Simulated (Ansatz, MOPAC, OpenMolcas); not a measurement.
How methods differ on CH6GeO (SMILES C[O][GeH3])

The species is CH6GeO (9 atoms), meant as a singlet with charge 0. SMILES: `C[O][GeH3]`. The shape is that of a PBE0-D4/def2-TZVP optimisation.

Quantity: the HOMO–LUMO gap, in eV. The values are calculated.

```tsv
level	kind	program	value (eV)	CPU time
PM7	semi-empirical	MOPAC	9.58	under 2 s
HF/cc-pVDZ	Hartree–Fock	Ansatz	15.38	2.6 s
SVWN5/cc-pVDZ	LDA	Ansatz	5.47	4.1 s
revPBE/cc-pVDZ	GGA	Ansatz	5.76	5.9 s
M06-L/cc-pVDZ	meta-GGA	OpenMolcas	6.62	37 s
B3LYP/cc-pVDZ	global hybrid	Ansatz	7.65	7.3 s
CAM-B3LYP/cc-pVDZ	range-separated hybrid	Ansatz	10.58	7.3 s
PBE-QIDH/cc-pVDZ	double hybrid	Ansatz	12.51	9.8 s
```

All-electron rows without a relativistic Hamiltonian named are non-relativistic. The values span 5.47 to 15.38 eV. Orbital gaps aren't excitation energies, and those of double hybrids come from the SCF part alone; they tend to grow with the share of exact exchange. CPU times are rough (shared hosts, several kinds of processor and program).

Every method gives methoxygermane a wide gap, as expected for a saturated molecule with no π system. The HOMO is probably mainly an oxygen lone pair, and the lowest empty valence levels should have σ* character involving germanium. The size of the gap is much less certain than its presence: B3LYP gives 7.65 eV and CAM-B3LYP 10.58 eV, though both are hybrids. This probably reflects how far the empty orbitals feel the potential of an added electron rather than that of an electron promoted within the neutral molecule. PM7, at 9.58 eV, falls between these two, but its parametrised valence-only description means that this position doesn't validate either hybrid. The Hartree–Fock value of 15.38 eV shouldn't be read as a converged upper limit, since the compact basis confines an empty level that diffuse functions would probably lower. The table therefore supports a wide-gap picture of the singlet, but doesn't establish its fundamental gap or which functional comes closest to it.
